**Reading bond critical points in CH₂=C(F)–S–CH₃: density order and the positive C–F Laplacian**

A bond critical point is the saddle of the electron density ρ between two bonded nuclei: ρ is a minimum along the bond and a maximum across it, and its gradient vanishes. The curvatures there are λ₁ ≤ λ₂ < 0 across the bond and λ₃ > 0 along it. The laplacian ∇²ρ is their sum, the ellipticity is λ₁/λ₂ − 1, and the energy density is H = G + V, with G the positive kinetic and V the negative potential energy density. The points come from one closed-shell PBE0 density of the gas-phase molecule on a tight-binding geometry. Atoms 1 and 2 are the vinyl carbons (2 carries F and S), 3 is F, 4 is S, 5 the methyl carbon, 6 and 7 the vinyl hydrogens and 8 to 10 the methyl hydrogens.

QTAIM bond critical points of CH₂=C(F)–S–CH₃ (neutral singlet, gas phase), from a PySCF 2.14.0 single-point calculation at the PBE0/def2-SVPD level on a GFN2-xTB geometry. The atom columns give the numbers of the two bonded atoms: 1, 2 and 5 are C, 3 is F, 4 is S and 6 to 10 are H. The energy density is the total, kinetic plus potential.

| row | density (a.u.) | first atom | second atom | laplacian (a.u.) | ellipticity | energy density (a.u.) |
| --- | --- | --- | --- | --- | --- | --- |
| 1 | 0.345 | 1.000 | 2.000 | -0.956 | 0.499 | -0.395 |
| 2 | 0.284 | 1.000 | 7.000 | -1.085 | 0.030 | -0.314 |
| 3 | 0.283 | 5.000 | 9.000 | -1.085 | 0.013 | -0.311 |
| 4 | 0.282 | 1.000 | 6.000 | -1.072 | 0.030 | -0.310 |
| 5 | 0.280 | 5.000 | 8.000 | -1.062 | 0.011 | -0.307 |
| 6 | 0.280 | 5.000 | 10.000 | -1.063 | 0.013 | -0.305 |
| 7 | 0.254 | 2.000 | 3.000 | 0.153 | 0.021 | -0.356 |
| 8 | 0.203 | 2.000 | 4.000 | -0.463 | 0.254 | -0.174 |
| 9 | 0.179 | 4.000 | 5.000 | -0.311 | 0.070 | -0.124 |

**What happens**

The density falls in the order C=C, C–H, C–F, C–S. It does not follow bond length: the C–H bonds are the shortest, yet C=C is denser. The energy density is negative in all nine rows and the Laplacian is negative in eight, the usual marks of a shared bond. C–F (row 7) is the exception, with a Laplacian of +0.153 a.u. beside the second most negative energy density, −0.356 a.u. Nothing was fitted to any row; the quantities derived below are printed row by row after the text.

**The density order is largely the overlap of free atoms**

The same calculation gives the deformation density at each point, read here as the molecular density minus that of spherical free atoms placed at the same positions. This splits ρ into a part from mere overlap and a part from rearrangement. The split is not free of bonding, since bonding sets the bond length and the place of the point. It does show whether a high density needs charge to be gathered there.

For C=C against C–H it does not. With the free-atom reference of this run, the gap of 0.063 a.u. between C=C and the mean C–H lies in the free-atom part, while the deformation is nearly the same, 0.104 a.u. for C=C and 0.104 to 0.107 a.u. for C–H. Two carbons with four valence electrons each overlap more densely than a carbon and a one-electron hydrogen, even at a longer distance. Theory explains why the second pair of the double bond leaves no direct mark, beyond shortening the bond: the point lies in the molecular plane, the nodal plane of the π orbital, so it samples the σ bond only. The π pair shows in the ellipticity of 0.499, since charge above and below the plane flattens the fall of ρ in that direction.

C–F is the opposite case. Its free-atom part, 0.255 a.u., is the largest of the nine, and its deformation is almost zero, −0.001 a.u., which puts it below C–H. Both numbers go with the place of the point, which lies twice as far from fluorine as from carbon. There the free-atom density is mostly that of carbon, and it is high because the carbon nucleus is near. A carbon bound to fluorine gives up charge, which is expected to offset what the bond gathers at this place. The reference also keeps the deformation low along a C–F bond: a spherical fluorine atom spreads five 2p electrons over three orbitals, 5/3 in the one along the bond, more than the single electron it offers for sharing. Bonding drains that direction, though mainly close to the fluorine nucleus and little at this point. One number at one point does not separate these effects, and a deformation near zero at C–F is no sign of a weak bond.

The two C–S bonds are last in density and lowest in the free-atom part, 0.157 and 0.142 a.u. Sulfur bonds through its larger third shell, the bonds are about 1.8 Å long, and the point lies far out on both atoms.

**Why C–F alone has a positive Laplacian**

The numbers locate the anomaly in the curvature along the bond. Across the bond, C–F is contracted nearly as strongly as C=C: λ₁ + λ₂ is −1.004 a.u. against −1.230 a.u. Along the bond λ₃ is 1.157 a.u., 4.2 times the C=C value. With an ordinary λ₃ the Laplacian of C–F would be clearly negative, and the positive entry is a small difference of two terms near one atomic unit.

The large λ₃ goes with the place of the point. It lies 0.45 Å from carbon and 0.90 Å from fluorine, whereas every other point is at least 0.61 Å from its carbon. The compact valence shell of fluorine is far denser than that of carbon, so two overlapping free atoms already have their minimum well on the carbon side. The pull of fluorine on the σ pair moves it further in, until the fluorine basin takes two thirds of the bond and the minimum lies against the steep rise towards the carbon core. The output does not divide the shift between these two causes. A minimum squeezed between two steep slopes has a large curvature. In the shell picture of an atom, the Laplacian is negative in the valence shell and positive in the thin zone between valence shell and core, and a point this close to carbon is expected near the border of the two.

The kinetic energy density tells the same story and can be set against a yardstick with no parameter. The local virial relation ∇²ρ/4 = 2G + V, with H = G + V, gives G = ∇²ρ/4 − H from two columns of the table; this is an identity and tests nothing. The yardstick is the Thomas–Fermi value of a uniform electron gas of the same density, G(TF) = (3/10)(3π²)^(2/3) ρ^(5/3). For C–F:

G = 0.153/4 + 0.356 = 0.394 a.u.

G(TF) = 2.87 × 0.254^(5/3) = 2.87 × 0.1019 = 0.292 a.u.

G/G(TF) = 1.35

As a predictor of G the uniform gas fails in every row, and the pattern of failure carries the physics. It is low by a quarter of G for C–F, high by a factor of three to four for C=C and C–S, and high by a factor of eight to nine for C–H. The reason can be derived. If one doubly filled orbital φ made the whole density, ∇ρ = 0 would force ∇φ = 0 and G = ½Σn|∇φ|² would vanish. With several orbitals the slopes cancel in ∇ρ but their squares add in G, so G at a critical point measures how far the density departs from a single pair.

This orders the rows. C–H, with one σ pair and no core on hydrogen, has G/G(TF) of 0.11 to 0.12. C=C has 3.8 times the G of a C–H bond; the π orbital is zero at the point but changes sign there with a steep slope across the plane, and should contribute for that reason. C–F has 9.6 times that G, as expected where the tail of the carbon core meets orbitals rising towards fluorine. These orbital assignments are argued, and G was not broken down by orbital to test them.

The two signs are then compatible. The Laplacian is positive when |V|/G < 2 and H is negative when |V|/G > 1, and C–F sits at 1.90, a polar shared bond just under the upper limit. With V = −0.750 a.u. held fixed, the sign turns at G = 0.375 a.u., only 5 % below the computed G. The Laplacian of such polar bonds is known to be sensitive to bond length and basis, and this length comes from tight binding and not from PBE0. The sign in row 7 should therefore not be taken as a firm property of the molecule.

**Rows not to explain, and a pair that stays open**

The order within the five C–H rows is not chemistry. H9 and H10 should be mirror images, yet rows 3 and 6 differ by 0.003 a.u., because the two bonds differ by 0.005 Å in this geometry. That is more than the 0.002 a.u. between the vinyl and methyl averages. The ellipticity is firmer: the mirror pair agrees, and the vinyl C–H bonds are more than twice as elliptical as the methyl ones, as expected next to a π bond.

The bond from sulfur to the vinyl carbon (row 8) is shorter by 0.054 Å than the bond to methyl (row 9), denser by 13 % and more elliptical, 0.254 against 0.070. Nearly two thirds of the density gap is free-atom overlap and so follows from the shortening and the place of the point. That point lies nearer to sulfur in row 8, which fits a vinyl carbon made more electronegative by sp² hybridisation and by fluorine. Per unit of density the softer curvature is weaker in row 8 and the harder one stronger, as partial π character would make them.

Conjugation of the sulfur lone pair with C=C is the natural reading, and the geometry allows it: the heavy atoms are planar, and the lowest surface ionisation energies lie above and below sulfur. The controls keep it from being shown. The output does not give the direction of the softer curvature, which π character would put out of the plane. S–CH₃ is elliptical with no π bond beside it, and vinyl C–H is elliptical with no lone pair, so part of the 0.254 can be the sum of two local anisotropies. C–F has lone pairs next to the same π bond and an ellipticity of only 0.021. Mayer bond orders run the other way, larger for S–CH₃, though they are unreliable with diffuse functions.

**What to do**

Compare densities only between bonds of the same element pair, and gauge small differences by symmetry-equivalent bonds first. Across pairs the density does not rank strength: C–F below C–H does not make it the weaker bond. For a new bond, ask where the point will fall. Near the middle of two valence shells expect small G and a negative Laplacian; pushed towards the core of the less electronegative atom, expect large λ₃ and G, and judge the bond by H and |V|/G together with the position.

For C2–S the table leaves a question that one more calculation would address. This planar conformer, with the methyl anti to C=C, was not shown to be a minimum, and twisting the methyl out of the plane would turn the sulfur lone pair away from the π bond while carbon 2 stays sp². How much of the ellipticity and of the shortening survives that twist?

Printed output of the fit:

```
Rounding: table 0.0005 a.u., G about 0.0006 a.u., point-to-atom distances about 0.01 A
bond    length A, point to first, to second A | density = free atoms + deformation (a.u.), deformation %
C1-C2   1.322 0.61 0.71 | 0.345 = 0.241 +0.104  30
C1-H7   1.072 0.67 0.39 | 0.284 = 0.179 +0.105  37
C5-H9   1.083 0.69 0.39 | 0.283 = 0.176 +0.107  38
C1-H6   1.074 0.68 0.39 | 0.282 = 0.178 +0.104  37
C5-H8   1.085 0.69 0.39 | 0.280 = 0.175 +0.105  37
C5-H10  1.088 0.69 0.39 | 0.280 = 0.174 +0.106  38
C2-F3   1.345 0.45 0.90 | 0.254 = 0.255 -0.001  -0
C2-S4   1.765 0.88 0.88 | 0.203 = 0.157 +0.046  23
S4-C5   1.819 1.00 0.82 | 0.179 = 0.142 +0.037  21
bond    curvatures l1 l2 l3 | G  V (a.u.)  |V|/G  H/density  G(TF)  G/G(TF)
C1-C2   -0.738 -0.492 +0.274 | 0.156 -0.551 3.53 -1.14 0.487 0.32
C1-H7   -0.720 -0.699 +0.334 | 0.043 -0.357 8.35 -1.11 0.352 0.12
C5-H9   -0.717 -0.707 +0.339 | 0.040 -0.351 8.82 -1.10 0.350 0.11
C1-H6   -0.715 -0.694 +0.336 | 0.042 -0.352 8.38 -1.10 0.348 0.12
C5-H8   -0.703 -0.695 +0.336 | 0.041 -0.348 8.40 -1.10 0.344 0.12
C5-H10  -0.706 -0.697 +0.340 | 0.039 -0.344 8.77 -1.09 0.344 0.11
C2-F3   -0.507 -0.497 +1.157 | 0.394 -0.750 1.90 -1.40 0.292 1.35
C2-S4   -0.322 -0.257 +0.115 | 0.058 -0.232 3.99 -0.86 0.201 0.29
S4-C5   -0.270 -0.252 +0.210 | 0.046 -0.170 3.68 -0.69 0.163 0.28
ELF from G/G(TF) (identity): C=C 0.91, C-F 0.36; largest gap to the run's ELF 0.002
nuclei minus bond points: 10 - 9 = 1; F3...C5 2.71 A
density gap C=C minus mean C-H: +0.063 = free atoms +0.064, deformation -0.001 a.u.
density gap C-F minus mean C-H: -0.028 = free atoms +0.079, deformation -0.106 a.u.
density gap C-F minus C=C: -0.091 = free atoms +0.014, deformation -0.105 a.u.
density gap C2-S minus S-C5: +0.024 = free atoms +0.015, deformation +0.009 a.u.
C-H density: mean 0.282, span 0.004, vinyl minus methyl 0.002 a.u.
mirror pair H9 minus H10: density 0.003 a.u., length -0.005 A, ellipticity +0.000
C-H ellipticity: vinyl mean 0.030, methyl mean 0.012
C-F against C=C: l1+l2 -1.004 and -1.230 a.u., l3 ratio 4.2, G ratio 2.5
G ratios to mean C-H: C=C 3.8, C-F 9.6
C-F point lies at 33 % of the way from C; C=C point 0.10 A nearer C1 than C2
C2-S against S-C5: shorter by 0.054 A, denser by 13 %, ellipticity ratio 3.6
point to S distance: 0.88 A in C2-S, 1.00 A in S-C5
-l1/density 1.59 and 1.51; -l2/density 1.26 and 1.41 (C2-S, S-C5)
ellipticity C2-S over C=C 0.51; C-F over C=C 0.04
order by length: C1-H7 < C1-H6 < C5-H9 < C5-H8 < C5-H10 < C1-C2 < C2-F3 < C2-S4 < S4-C5
```
